# The large Fermi surface of a Kondo lattice, derived by flux insertion

## The counting rule and the question

In band theory each band holds two electrons per unit cell. A crystal with an even electron count can be an insulator or a compensated semimetal, while an odd count forces a net carrier density. Luttinger (1960) extended the rule to interacting electrons by perturbation theory: the volume enclosed by the Fermi surface depends on the electron density alone.

In a cerium compound such as CeRhIn$_5$, Coulomb repulsion pins one $4f$ electron on each Ce site. At low energy only its magnetic moment remains, coupled by exchange to the conduction electrons. This is a Kondo lattice. The moment carries no mobile charge, so one might leave it out of the count. The argument below, due to Oshikawa (2000), shows without perturbation theory that a Fermi-liquid ground state must count it.

## Model, conventions and premises

Take a $d$-dimensional lattice of $N=L_1L_2\cdots L_d$ cells of volume $v_0$, with primitive vectors $\mathbf a_i$ and periodic boundaries. Set $\hbar=1$ until the numerical section. Each cell $r$ holds conduction orbitals $\alpha$ and $n_s$ local spins of size $S$:

$$H=\sum_{rr'\alpha\beta\sigma} t_{\alpha\beta}(r-r')\,c^\dagger_{r\alpha\sigma}c_{r'\beta\sigma}+J\sum_{rj}\mathbf S_{rj}\cdot\mathbf s_{rj}+\sum I\,\mathbf S_{rj}\cdot\mathbf S_{r'j'}+H_{\rm int}. \tag{1}$$

Here $\mathbf s_{rj}$ is the conduction spin density at local spin $j$, and $H_{\rm int}$ is the repulsion among conduction electrons. The integer $x_r=1,\dots,L_1$ is the cell coordinate along $\mathbf a_1$, shared by everything in the cell. The translation $T$ obeys $Tc_rT^{-1}=c_{r+\mathbf a_1}$, and the dimensionless crystal momentum $P$ is defined modulo $2\pi$ by $T|\Psi\rangle=e^{-iP}|\Psi\rangle$. With this sign the operator $\sum_r e^{i\kappa x_r}c^\dagger_r$ adds $\kappa=\mathbf k\cdot\mathbf a_1$ to $P$, and periodicity restricts $\kappa$ to multiples of $2\pi/L_1$.

The premises are:

1. $H$ has finite range and commutes with the lattice translations.
2. $H$ conserves the conduction electron number $N_c$ and the total spin component $S^z_{\rm tot}$.
3. The ground state breaks neither translations nor these two conservation laws spontaneously.
4. The ground state is a Landau Fermi liquid. All its low-energy states are labelled by changes $\delta n_{\mathbf k\sigma}$ of quasiparticle occupation near a Fermi surface and by nothing else. A quasiparticle carries electron number 1, $S^z=\pm\tfrac12$ and crystal momentum $\mathbf k$.

Premise 4 says nothing about the size of the Fermi surface. The size is what gets derived.

## Step 1: an integer conserved charge

Define in each cell

$$Q_r=n_{r\uparrow}+\sum_{j=1}^{n_s}\left(S^z_{rj}+S\right). \tag{2}$$

Two properties matter. First, $Q_r$ has integer eigenvalues, because $S^z+S$ runs over $0,1,\dots,2S$. Second, its total is conserved. Since $N_\uparrow=N_c/2+s^z_{\rm tot}$ for the conduction electrons,

$$Q=\sum_rQ_r=\tfrac12N_c+S^z_{\rm tot}+n_sSN .$$

The up-electron number alone is not conserved. The spin-flip part of the exchange, $S^+c^\dagger_\downarrow c_\uparrow$, lowers $n_{r\uparrow}$ by one and raises $S^z$ by one, leaving $Q_r$ unchanged. For $S=\tfrac12$, $S^z+\tfrac12$ is the number of up-spin $f$ electrons on a singly occupied site.

Per cell, with $n_c=N_c/N$, $m=\langle S^z_{rj}\rangle$ averaged over $j$, and $M=S^z_{\rm tot}/N$,

$$q\equiv Q/N=n_{c\uparrow}+n_s(S+m)=\tfrac12n_c+n_sS+M. \tag{3}$$

A quasiparticle changes $Q$ by $\tfrac12+S^z$, which is 1 for spin up and 0 for spin down.

## Step 2: a flux that couples to $Q$

The periodic direction $\mathbf a_1$ forms a ring. Thread it with a fictitious flux $\Phi$, measured so that $2\pi$ is one flux quantum, and let it act on $Q$ in place of the electric charge. Write $H$ as a sum of terms, each changing the $Q_r$ by definite integers $\Delta Q_r$. These integers sum to zero, by Step 1. In a uniform gauge the term is multiplied by $\exp(-i\Phi\sum_rx_r\Delta Q_r/L_1)$, with distances measured the short way across the seam between $x=L_1$ and $x=1$. An up-spin hop over $\ell$ cells gets $e^{-i\Phi \ell/L_1}$, so a bare up band becomes $\varepsilon(\kappa+\Phi/L_1)$. An intercell $S^+S^-$ term gets the same phase. Down-spin hops and the exchange within a cell get none. The phases depend on coordinate differences only, so $H(\Phi)$ commutes with $T$ at every $\Phi$.

One flux quantum can be removed by a unitary transformation. Let

$$U=\exp\Big(\frac{2\pi i}{L_1}\sum_rx_rQ_r\Big). \tag{4}$$

For an operator $O$ with $[Q_r,O]=\Delta Q_r\,O$ one has $U^{-1}OU=\exp(-2\pi i\sum_rx_r\Delta Q_r/L_1)\,O$. This is the flux phase at $\Phi=2\pi$. For terms that cross the seam the exponents differ by $2\pi i$ times an integer, which has no effect. Hence

$$H(2\pi)=U^{-1}H(0)\,U. \tag{5}$$

## Step 3: exact momentum count

Let $\mathcal Q_x$ be the charge in the slab of cells with coordinate $x$. Since $T\mathcal Q_xT^{-1}=\mathcal Q_{x+1}$ and $\mathcal Q_{L_1+1}=\mathcal Q_1$,

$$T\Big(\sum_{x=1}^{L_1}x\mathcal Q_x\Big)T^{-1}=\sum_{y=1}^{L_1}(y-1)\mathcal Q_y+L_1\mathcal Q_1=\sum_yy\mathcal Q_y-Q+L_1\mathcal Q_1 .$$

Exponentiating gives $TUT^{-1}=U\,e^{-2\pi iQ/L_1}\,e^{2\pi i\mathcal Q_1}$. The last factor equals 1 because $\mathcal Q_1$ is an integer, so

$$TUT^{-1}=U\,e^{-2\pi iQ/L_1}. \tag{6}$$

The offset $S$ in (2) enters here. Without it $\mathcal Q_1$ could be half-integer, and the same information would reappear as a seam factor $(-1)^{2Sn_sN/L_1}$.

Start in the ground state $|\Psi_0\rangle$ with momentum $P_0$ and ramp $\Phi$ slowly from 0 to $2\pi$. The evolution commutes with $T$, so the final state $|\Psi'\rangle$ still has momentum $P_0$. It is a state of $H(2\pi)$. By (5), $|\Psi_1\rangle=U|\Psi'\rangle$ is the corresponding state of the original $H(0)$, with the same energy. By (6),

$$T|\Psi_1\rangle=TUT^{-1}\,T|\Psi'\rangle=e^{-i(P_0+2\pi Q/L_1)}|\Psi_1\rangle,$$

$$\Delta P=\frac{2\pi Q}{L_1}\pmod{2\pi}. \tag{7}$$

Only premises 1 and 2 were used, so (7) holds for any $J$.

## Step 4: momentum count in the Fermi liquid

Now compute the same $\Delta P$ from the quasiparticles. Locally the flux is a pure gauge. Its only effect is a phase $\Phi$ for an object with $Q=1$ that circles the ring. The gauge-invariant momenta allowed to up quasiparticles are therefore $\kappa+\Phi/L_1$, while down quasiparticles ($Q=0$) are untouched. This is the acceleration of a Bloch electron by the electric field that Faraday's law attaches to a changing flux.

During the ramp each occupied level stays occupied. The ramp must be slow compared with $1/E^*$, where $E^*$ is the energy scale below which quasiparticles exist. The quasiparticles created have energy of order $v^*\,2\pi/(L_1|\mathbf a_1|)$, with $v^*$ their velocity, and their decay rate scales as the square of that energy over $E^*$. For large $L_1$ there is thus a wide window of ramp times. Scattering after or during the ramp is harmless in any case, since it conserves $P$ modulo $2\pi$.

At $\Phi=2\pi$ the momentum grid has moved onto itself, and the up-spin Fermi surface is displaced rigidly by $2\pi/L_1$ in $\kappa$. By premises 3 and 4, $|\Psi_1\rangle$ differs from $|\Psi_0\rangle$ only by the resulting $\delta n_{\mathbf k\uparrow}$, which is $+1$ in a thin shell at the leading side and $-1$ at the trailing side. So $\Delta P=\sum_{\mathbf k}\kappa\,\delta n_{\mathbf k\uparrow}$.

To evaluate the sum, let $\Omega$ be the set of grid points on the occupied side of the Fermi surface, over all sheets, and $N_\Omega$ their number. Then $\delta n$ is the indicator function of the shifted set minus that of $\Omega$, and

$$\Delta P=\sum_{\mathbf k\in\Omega}\Big[\Big(\kappa+\frac{2\pi}{L_1}\Big)-\kappa\Big]=\frac{2\pi N_\Omega}{L_1}\pmod{2\pi}. \tag{8}$$

Points pushed across the zone boundary change the sum by multiples of $2\pi$. The interior of $\Omega$ is bookkeeping only, since $\delta n$ vanishes there, and no quasiparticles are assumed deep below the Fermi level. The continuum version is the divergence theorem. For a circle of radius $k_0$ shifted by $\delta$ along $k_x$, the shell thickness is $\delta\cos\varphi$, and $\int_0^{2\pi}(k_0\cos\varphi)(\delta\cos\varphi)\,k_0\,d\varphi=\delta\,\pi k_0^2$, the shift times the enclosed area. Adding a filled band raises $N_\Omega$ by $N$ and $\Delta P$ by $2\pi N/L_1$, a multiple of $2\pi$. A hole pocket thus counts with negative sign.

## Step 5: the theorem

Equating (7) and (8) shows that $N_\Omega-Q$ is a multiple of $L_1$. The argument can be repeated from the same ground state along every axis, so $N_\Omega-Q$ is a multiple of each $L_i$. Choose the $L_i$ pairwise coprime. A number divisible by each is then divisible by their product $N$. The Fermi volume of a bulk Fermi liquid does not depend on how the thermodynamic limit is approached, so this choice costs no generality. Each grid point occupies $(2\pi)^d/(Nv_0)$ of $\mathbf k$-space, so $N_\Omega/N=v_0V_\uparrow/(2\pi)^d$. The down-spin result follows from the charge $n_{r\downarrow}+\sum_j(S-S^z_{rj})$, which reverses the sign of $M$. With (3),

$$x_\sigma\equiv\frac{v_0V_\sigma}{(2\pi)^d}=\tfrac12n_c+n_sS\pm M\pmod 1, \tag{9}$$

upper sign for spin up. $V_\sigma$ is the electron volume minus the hole volume for one spin direction, and $x_\sigma$ is that volume as a fraction of the Brillouin zone. For an unpolarised state $M=0$ and $V_\uparrow=V_\downarrow=V_{FS}$, so multiplying by two gives

$$\boxed{\frac{2v_0V_{FS}}{(2\pi)^d}=n_c+2Sn_s\pmod 2}. \tag{10}$$

Each local spin counts as $2S$ electrons. If $2Sn_s$ is odd, the Fermi volume per spin differs by half a zone from the "small" value $n_c/2$ of the conduction electrons alone. If it is even, the two cannot be told apart by volume. For $S=\tfrac12$, $n_s=1$ and odd $n_c$ the right side vanishes modulo 2, which permits a compensated metal, or no Fermi surface at all: the Kondo insulator.

## One dimension: the twist argument

In one dimension interacting electrons do not in general form a Fermi liquid, and premise 4 is dropped. A variational bound of the Lieb–Schultz–Mattis (1961) type replaces it, applied to the Kondo chain by Yamanaka, Oshikawa and Affleck (1997). Take $L$ sites with spacing $a$, one orbital and one spin $\tfrac12$ per site, hopping $-t$ between neighbours ($t>0$), $I=0$, an $H_{\rm int}$ built from densities, and $\theta=2\pi/L$. Let the ground state have energy $E_0$ and definite momentum. The trial states $U^{\pm1}|\Psi_0\rangle$ have energies $E_\pm$. Only the up-spin hopping changes, $c^\dagger_{x+1\uparrow}c_{x\uparrow}\to e^{\mp i\theta}c^\dagger_{x+1\uparrow}c_{x\uparrow}$. In the sum of the two energies the $\sin\theta$ (current) terms cancel:

$$(E_+-E_0)+(E_--E_0)=2t(1-\cos\theta)\sum_x\langle c^\dagger_{x+1\uparrow}c_{x\uparrow}+{\rm h.c.}\rangle .$$

The bond operator has eigenvalues $0,\pm1$, both brackets on the left are non-negative, and $2(1-\cos\theta)\le\theta^2$. Therefore

$$E_\pm-E_0\le tL\theta^2=\frac{4\pi^2t}{L}\to0. \tag{11}$$

By (6) the momentum of $U|\Psi_0\rangle$ exceeds $P_0$ by $2\pi q$. For $M=0$,

$$2k_F^*a=\pi(n_c+1)\pmod{2\pi}. \tag{12}$$

Unless $q$ is an integer, the twisted state has a different eigenvalue of $T$ and is orthogonal to $|\Psi_0\rangle$, so an eigenstate of $H$ with that momentum lies within the bound (11). In the infinite chain it is either part of a gapless continuum at $2k_F^*$ or a degenerate ground state, which signals broken translation symmetry. At $n_c=1$ nothing is forced and a gap is allowed.

Twisting $n_{x\uparrow}$ alone would give the small value $\pi n_c$, but it multiplies the spin-flip terms by $e^{\pm i\theta x}$. Since $\sum_xe^{i\theta x}=0$, the transverse exchange energy is lost entirely, at a cost $-JL\langle S^xs^x+S^ys^y\rangle$ that grows with $L$. In $d>1$ the bound (11) is multiplied by $N/L_1$ and no longer vanishes, which is why Step 4 needed premise 4.

## Range of validity

- **Ground state.** Equation (10) is a statement at $T=0$. It is visible at temperatures well below $E^*/k_B$. It does not prove that a Fermi liquid forms.
- **Magnetic order.** Antiferromagnetism breaks premise 3. For collinear order along $z$ that doubles the cell, the theorem holds in the new cell with $q=n_c+2Sn_s$, where $n_c$ and $n_s$ refer to the original cell. The spin term is an integer, so large and small volumes coincide modulo 1. For incommensurate order there is no finite cell along the modulation.
- **Polarisation.** Equation (9) survives a field along $z$. When the local spins saturate, $S\pm m$ is an integer and $x_\sigma=n_{c\sigma}$: the large surface has turned into the small one. The distinction is sharp at $M=0$ and extends to weak fields by continuity.
- **Superconductivity** breaks number conservation spontaneously. The theorem refers to the normal state.
- **Fractionalised states.** If the spins form a spin liquid with topological order, extra low-energy sectors on the ring can absorb part of $\Delta P$. Premise 4 fails and a small Fermi surface is allowed without broken symmetry (Senthil, Sachdev and Vojta, 2003).
- **Spin–orbit coupling.** In Ce compounds the "spin" is a crystal-field Kramers doublet, and no component of it need be exactly conserved. A flux coupled to $N_c$ then still works. With time reversal and inversion each sheet is doubly degenerate, and Steps 2 to 5 give $2x=n_c$ modulo 1 only. This leaves two discrete values modulo 2. Since $x$ varies continuously within one Fermi-liquid phase, (10) carries over if the state connects to a spin-conserving model without leaving that phase. That connection is an additional assumption.
- **Disorder** breaks premise 1. The count remains useful while the mean free path is long compared with the Fermi wavelength.

## Illustration: CeRhIn$_5$ below and above 2.3 GPa

The inputs are approximate typical values. The cell is tetragonal with one formula unit, $a\approx4.65$ Å and $c\approx7.54$ Å, and the bulk modulus is $B\approx80$ GPa. In the commonly adopted phase diagram, the normal state reached in fields of order 10 T, which suppress superconductivity, is antiferromagnetic below about 2.3 GPa and paramagnetic above. At ambient pressure the order is incommensurate along $c$.

**Electron count.** Ce supplies 3 conduction electrons, Rh 9 and each In 3, so $n_c=3+9+5\times3=27$. Closed shells add even numbers and drop out. The $4f$ doublet gives $S=\tfrac12$, $n_s=1$.

**Geometry.** $v_0=a^2c=163.0$ Å$^3$, one electron per cell is $1/v_0=6.13\times10^{21}$ cm$^{-3}$, and the zone volume is $(2\pi)^3/v_0=1.52$ Å$^{-3}$.

**Oscillation frequencies.** The Onsager relation $F=\hbar A/(2\pi e)$ converts an extremal cross-section $A$ to a quantum-oscillation frequency. The basal zone area $(2\pi/a)^2=1.83$ Å$^{-2}$ corresponds to $F_{BZ}=h/(ea^2)=19.1$ kT. If every sheet were a straight cylinder along $c$, each volume would be $A\cdot2\pi/c$, and for $M=0$ equation (9) would read $\sum F_e-\sum F_h=xF_{BZ}$ modulo $F_{BZ}$.

| | count | count/2 | $x$ mod 1 | $\sum F_e-\sum F_h$ mod $F_{BZ}$ |
|---|---|---|---|---|
| $4f$ left out | 27 | 13.5 | 1/2 | 9.6 kT |
| $4f$ counted, eq. (10) | 28 | 14 | 0 | 0 |

Above 2.3 GPa the premises can hold, subject to the spin–orbit assumption. The second row then applies: the metal is compensated modulo filled bands, as isoelectronic CeCoIn$_5$ is when its $4f$ electron is counted. Below 2.3 GPa magnetic order voids premise 3 and the theorem makes no statement in this cell. The first row is the count of LaRhIn$_5$, which has no $4f$ electron. It describes orbits of the unfolded zone if the moments are decoupled from the Fermi sea and the field is strong enough for carriers to tunnel across the magnetic gaps. Between the rows the signed volume per spin changes by half a zone, $0.76$ Å$^{-3}$.

**Neglected terms.** Compression at 2.3 GPa is $P/B=2.9$ per cent in volume. If isotropic, it raises all areas smoothly by two thirds of that, $1.9$ per cent, or $0.2$ kT on the half-zone value, so the second figure of that value is already soft. An assumed polarisation $M=0.1$ shifts the summed areas of the two spin directions by $\pm MF_{BZ}=\pm1.9$ kT. The shift cancels in their average.

The parity change from 27 to 28 needs no model of the bands. The 9.6 kT is the straight-cylinder model's number for the sum over all sheets. As typical knowledge of this compound family, the nearly cylindrical branches lie at several kT and are larger by only about 1 kT each in the $4f$-counted case. Read as the jump of a single branch, the model's value is therefore too high by about an order of magnitude, and most of the half zone has to be taken up by the three-dimensional, multiply connected sheets that the cylinder model omits.